# Plane sections in a growing boule: what the axial curvature of the temperature does to the stress

**Speaker.** Take a long isotropic cylinder of radius $R$ with a free wall and no net axial force. Let $\rho=r/R$, count tension as positive, and let $\alpha$, $E$, $\nu$ be the expansion coefficient, Young's modulus and Poisson's ratio. For $T=T_0-\Delta T\rho^2$ the familiar stresses are

$$\sigma_r=\tfrac14S(\rho^2-1),\qquad \sigma_\theta=\tfrac14S(3\rho^2-1),\qquad \sigma_z=\tfrac12S(2\rho^2-1),\qquad S=\frac{\alpha E\Delta T}{1-\nu}.$$

They come from generalised plane strain: the total axial strain $\varepsilon_{zz}$ is taken to be the same at every radius. Crystal growers then fix $\Delta T$ by heat conduction. With $z$ running from the melt interface into the crystal, $\nabla^2T=0$ gives $-4\Delta T/R^2+T_0''=0$, so $\Delta T=R^2T_0''/4$. The radial drop exists because the axial profile $T_0(z)$ is curved, yet plane strain treats $T_0$ as harmless. That is the assumption I want to drop.

## Where it enters

A slice at height $z$ expands radially by $u_r=\alpha T_0(z)\,r$. Neighbouring slices expand by different amounts, which gives a shear strain $\partial_zu_r=\alpha T_0'r$. The crystal removes it by dishing each slice, $u_z=-\alpha T_0'r^2/2$. If $T_0$ is linear, all slices dish alike and no stress arises. If $T_0''\neq0$, the dishing changes with height and axial fibres are strained by $-\alpha T_0''r^2/2$. Plane strain omits this term. Measure it by

$$\eta=\frac{R^2T_0''}{4\Delta T}.$$

At the rim the omitted strain is $-2\eta\,\alpha\Delta T$. For $\eta=1$ that is twice the thermal mismatch that was kept.

## The solution with the term kept

Take $T_0''$ and $\Delta T$ constant, measure $T$ from a stress-free reference, and try

$$u_r=\alpha T_0r+Ar^3+Br,\qquad u_z=\alpha\!\int\! T_0\,dz-\tfrac12\alpha T_0'r^2+Cz .$$

The shear strain $\partial_zu_r+\partial_ru_z$ vanishes. Subtract $\alpha T$ from the normal strains and put $D=\alpha\Delta T/R^2$. The elastic strains are

$$e_r=(3A+D)r^2+B,\qquad e_\theta=(A+D)r^2+B,\qquad e_z=(1-2\eta)Dr^2+C .$$

None depends on $z$, so axial equilibrium holds. With Lamé constants $\lambda,\mu$, $\sigma_i=\lambda e+2\mu e_i$ and $e=e_r+e_\theta+e_z$, radial equilibrium $\partial_r\sigma_r+(\sigma_r-\sigma_\theta)/r=0$ reads

$$\lambda\,[4A+(3-2\eta)D]+8\mu A+2\mu D=0 .$$

Using $\lambda/(\lambda+2\mu)=\nu/(1-\nu)$ and $2\mu/(\lambda+2\mu)=(1-2\nu)/(1-\nu)$,

$$A=-\frac{D\,(1+\nu-2\nu\eta)}{4(1-\nu)} .$$

The same equation says that the $r^2$ coefficient of $\lambda e$ is $-8\mu A-2\mu D$. The $r^2$ coefficients of $\sigma_r$, $\sigma_\theta$, $\sigma_z$ are therefore $-2\mu A$, $-6\mu A$ and $-8\mu A-4\mu\eta D$. The constants $B$ and $C$ are fixed by $\sigma_r(R)=0$ and $\int_0^R\sigma_zr\,dr=0$. With $2\mu=E/(1+\nu)$,

$$\sigma_r=\tfrac14S_\parallel(\rho^2-1),\qquad\sigma_\theta=\tfrac14S_\parallel(3\rho^2-1),\qquad\sigma_z=\tfrac12S_z(2\rho^2-1),$$

$$S_\parallel=S\left(1-\frac{2\nu\eta}{1+\nu}\right),\qquad S_z=S\left(1-\frac{2\eta}{1+\nu}\right).$$

The radial shapes survive and the amplitudes change. The correction is linear in $\eta$, and for a quadratic field the linear term is all there is. At $\eta=0$ we recover the familiar result. At $\eta=1$, pure steady conduction,

$$S_\parallel=-S_z=\frac{\alpha E\Delta T}{1+\nu}.$$

The axial stress has reversed. It passes through zero at $\eta=(1+\nu)/2$.

**Question.** A reversed sign usually means a slip of the pen. Is there an independent test?

**Speaker.** The trace. Equilibrium and compatibility together require $\nabla^2\sigma_{kk}=-2\alpha E\nabla^2T/(1-\nu)$ in an isotropic body. Our field has $\nabla^2T=-4(1-\eta)\Delta T/R^2$, and our solution has $\sigma_{kk}=S(1-\eta)(2\rho^2-1)$, whose Laplacian is $8S(1-\eta)/R^2$. The two sides match. For harmonic $T$ the trace must be harmonic, and the familiar trace $S(2\rho^2-1)$ is not.

**Question.** Then when is the familiar result right?

**Speaker.** When the parabola is fed by something other than axial curvature: a rod heated uniformly from within, or one cooling at a steady rate. Those have $\eta=0$. The formulas are right, and so is $\Delta T=R^2T_0''/4$ for steady conduction. They cannot be used together.

## The value of $\eta$ in 300 mm silicon

A real boule moves at the pull rate $v$ and its conductivity varies, say as $k\propto T^{-n}$. The steady equation $\nabla\!\cdot(k\nabla T)=\rho_mc_pv\,\partial_zT$, with density $\rho_m$ and specific heat $c_p$, evaluated on the axis with $T_0'=-G$ and diffusivity $\kappa=k/\rho_mc_p$, gives

$$\frac{4\Delta T}{R^2}=T_0''+\frac{vG}{\kappa}-\frac{nG^2}{T}.$$

The model has $R=1.5\times10^8$ nm and these typical or approximate inputs: $G=3.0\times10^{-6}$ K/nm, $v=8.3\times10^3$ nm/s (0.5 mm/min), $T=1650$ K, $\kappa=1.0\times10^{13}$ nm$^2$/s, $n=0.3$, $\alpha=4.6\times10^{-6}$ K$^{-1}$. The curvature is assumed, $T_0''=5.0\times10^{-15}$ K/nm$^2$. In units of $10^{-15}$ K/nm$^2$ the three terms are $5.0$, $2.5$ and $-1.6$, with sum $5.9$. Hence $\Delta T=33$ K and $\eta=0.85$.

**Question.** Kaye and Laby list $2.6\times10^{-6}$ K$^{-1}$. And doesn't $\alpha$ still rise with temperature?

**Speaker.** That compiled value is for 293 K and does not serve next to the melt. The rise matters. What drives the stress is the curvature of the thermal strain, $\alpha T_0''+\alpha'G^2$, with $\alpha$ the local coefficient and $\alpha'=d\alpha/dT$. An approximate $\alpha'=5.5\times10^{-10}$ K$^{-2}$ adds $(\alpha'/\alpha)G^2=1.1\times10^{-15}$ K/nm$^2$ to $T_0''$ in the numerator of $\eta$ and leaves the heat balance alone. That moves $\eta$ to $1.0$. I tabulate both values and would not trust the second digit of either.

## Size of the correction

For the moduli I take the compiled $C_{11}=165.64$, $C_{12}=63.94$, $C_{44}=79.51$ GPa (Oses 2018, temperature not stated). The Voigt average uses $K=(C_{11}+2C_{12})/3$ and $\mu=(C_{11}-C_{12}+3C_{44})/5$, and gives $E=9K\mu/(3K+\mu)=1034$ eV/nm$^3$ and $\nu=(3K-2\mu)/(6K+2\mu)=0.218$. One MPa is $6.24$ meV/nm$^3$. Near melting, silicon is softer by approximately 10 to 15 per cent, so the absolute stresses below run high by about that much. Their ratios depend only on $\nu$ and $\eta$. We get $S=201$ meV/nm$^3$ (32 MPa), $S_\parallel/S=1-0.36\,\eta$, $S_z/S=1-1.64\,\eta$, and reversal at $\eta=0.61$.

Slip responds to $\tau=\mathbf n\cdot\sigma\cdot\mathbf b$ on the twelve $\{111\}\langle1\bar10\rangle$ systems, with unit plane normal $\mathbf n$ and unit slip direction $\mathbf b$. Take growth along $[001]$. At fixed azimuth each $\tau$ is linear in $\rho^2$, so $|\tau|$ peaks on the axis or at the rim. On the axis the largest value is $|\sigma_r-\sigma_z|/\sqrt6$. At the rim, at azimuth $\theta$ from $[100]$, the system $(111)[10\bar1]$ has

$$\sqrt6\,\tau=\sigma_\theta(\sin^2\theta-\sin\theta\cos\theta)-\sigma_z .$$

The bracket runs from $(1-\sqrt2)/2=-0.207$ to $(1+\sqrt2)/2=1.207$. The other seven systems with inclined $\mathbf b$ repeat this, up to sign, at symmetry-related azimuths. The four with $\mathbf b$ in the $(001)$ plane give $|\sigma_\theta\cos2\theta|$, which is smaller in every case here. The model's stresses, in meV/nm$^3$:

| | $\eta=0$ | $\eta=0.85$ | $\eta=1$ |
|---|---|---|---|
| axis $\sigma_r=\sigma_\theta$ | $-50$ | $-35$ | $-32$ |
| axis $\sigma_z$ | $-100$ | $40$ | $64$ |
| axis mean stress $\sigma_{kk}/3$ | $-67$ | $-10$ | $0$ |
| axis $\lvert\tau\rvert_{\max}$ | $20$ | $30$ | $39$ |
| rim $\sigma_\theta$ | $100$ | $70$ | $64$ |
| rim $\sigma_z$ | $100$ | $-40$ | $-64$ |
| rim $\lvert\tau\rvert_{\max}$ | $49$ | $51$ | $58$ |

From $\eta=0$ to $1$ the in-plane stresses fall to $0.64$ of their value and $\sigma_z$ reverses. The peak resolved shear grows by a factor $1.9$ on the axis and $1.17$ at the rim. The rim maxima stay at the eight azimuths $22.5^\circ$ from $\langle100\rangle$, but at each of them a different slip system now carries the maximum. This near-coincidence at the rim makes the omission hard to notice in a map of peak shear.

**Question.** Does the mean stress matter to anyone?

**Speaker.** To point-defect modellers. A pressure of $67$ meV/nm$^3$ times a formation volume of the order of the atomic volume, approximately $0.020$ nm$^3$, is $1.3$ meV, against $k_BT=142$ meV. The shift is small, and in the long body of the boule the corrected solution removes most or all of it.

**Question.** Silicon is cubic. Is a 17 per cent change at the rim meaningful in an isotropic model?

**Speaker.** No, and we can show it, because the $[001]$ problem is solvable. The dishing and $e_z$ are unchanged. Let $s_{ij}$ be the compliances, $\nu_0=-s_{12}/s_{11}=0.2785$. The Airy function $\phi=S_\parallel(r^2-R^2)^2/16R^2$, with $\sigma_{xx}=\phi_{,yy}$, $\sigma_{yy}=\phi_{,xx}$, $\sigma_{xy}=-\phi_{,xy}$, leaves the wall free and has the same radial shapes. Hooke's law along $z$ gives $\sigma_{zz}=e_z/s_{11}+\nu_0(\sigma_{xx}+\sigma_{yy})$. Insert this in $\varepsilon_{xx,yy}+\varepsilon_{yy,xx}=s_{44}\sigma_{xy,xy}$. Every term is a constant, and

$$S_\parallel=\frac{8\alpha\Delta T\,[1+\nu_0(1-2\eta)]}{2s_{11}(1+\nu_0)(3-4\nu_0)+s_{44}},\qquad S_z=\frac{\alpha\Delta T(1-2\eta)}{s_{11}}+\nu_0S_\parallel .$$

For $s_{11}=1/E$, $\nu_0=\nu$, $s_{44}=2(1+\nu)/E$ these reduce to the isotropic forms. Evaluated directly from the compiled $C_{ij}$, going from $\eta=0$ to $1$ takes $S_\parallel$ from $195$ to $110$ and $S_z$ from $178$ to $-93$ meV/nm$^3$. The axis shear goes from $16$ to $30$, a factor $1.8$. The rim shear goes from $44$ to $46$, a factor $1.03$. So anisotropy rivals the rim effect and nearly erases it. The reversal and the near doubling on the axis stand.

**Question.** The curvature is not constant along a real crystal.

**Speaker.** Let $T_0''$ and $\Delta T$ vary linearly in $z$. Differentiating the problem along $z$ returns the quadratic one, and the added cubic field is odd in $z$, so the normal stresses keep their local form. Axial equilibrium, $r^{-1}\partial_r(r\sigma_{rz})=-\partial_z\sigma_z$, then demands

$$\sigma_{rz}=\tfrac14R\,S_z'\,(\rho-\rho^3).$$

It vanishes on the axis and at the rim and peaks at $0.096\,R|S_z'|$. If $S_z$ changes over a length $L=R$, that is about a fifth of the rim value $|S_z|/2$. At the next order a harmonic field continues as $T_0-r^2T_0''/4+r^4T_0''''/64$. For $T_0''\propto e^{-z/L}$ the new term is $(R/L)^2/16$ of the parabola at the rim, 6 per cent for $L=R$. I have not derived the stress it causes, only its order, $(R/L)^2$.

**Question.** You said near the interface. The melt cannot hold your $\sigma_z$.

**Speaker.** This is the largest reservation. "Free ends" has meant zero net force. A flat growth face needs $\sigma_z=0$ at every radius, apart from a small melt pressure, so an end field must cancel the whole of $\sigma_z$ there. Its decay follows from the Love function $\Phi=e^{-\beta z/R}[a\,J_0(\beta\rho)+b\,\beta\rho J_1(\beta\rho)]$, with $\sigma_{rz}=\partial_r[(1-\nu)\nabla^2\Phi-\Phi_{,zz}]$ and $\sigma_r=\partial_z[\nu\nabla^2\Phi-\Phi_{,rr}]$. Both must vanish at the wall, and the determinant of the two conditions gives

$$\beta^2\,[J_0^2(\beta)+J_1^2(\beta)]=2(1-\nu)J_1^2(\beta).$$

For $\nu=0.218$ the slowest-decaying root is $\beta=2.68\pm1.37i$. The decay length is $R/2.68=5.6\times10^7$ nm, or 56 mm, and at $z=R$ the envelope is down to $0.07$. Inside that first layer neither the familiar nor the corrected $\sigma_z$ describes the crystal. The dishing term still fixes the sign and size of the traction that the end field must cancel, so any end solution built on plane strain starts from the wrong sign.

**Question.** And the slip criterion?

**Speaker.** Take as an approximate input a critical resolved shear stress of $6$ meV/nm$^3$ (1 MPa) or less near melting. Both versions put axis and rim above it. That threshold describes the motion of dislocations already present. A dislocation-free boule has no sources and carries these stresses elastically. The criterion tells where slip spreads once a source appears, and the correction says the core is more exposed than plane strain suggests.

**Question.** How far should we believe the absolute numbers?

**Speaker.** They are the model's. At $\eta=1$ the isotropic von Mises stress at the rim is $\sqrt3\,\sigma_\theta=112$ meV/nm$^3$, or 18 MPa. As typical knowledge and not as a measurement: furnace simulations of 300 mm boules give peak von Mises stresses of roughly 10 to 30 MPa, and I chose $T_0''$ to land in that range. They also give a compressive mean stress of several MPa or more at the centre of the growth face, which the long-cylinder field, with mean stress near zero, misses altogether. Beyond roughly one radius from the face the model's statement holds to the orders given: in-plane stresses lower than plane strain by about a third or more, axial stress reversed, and resolved shear on the axis higher by a factor of $1.5$ to $1.9$.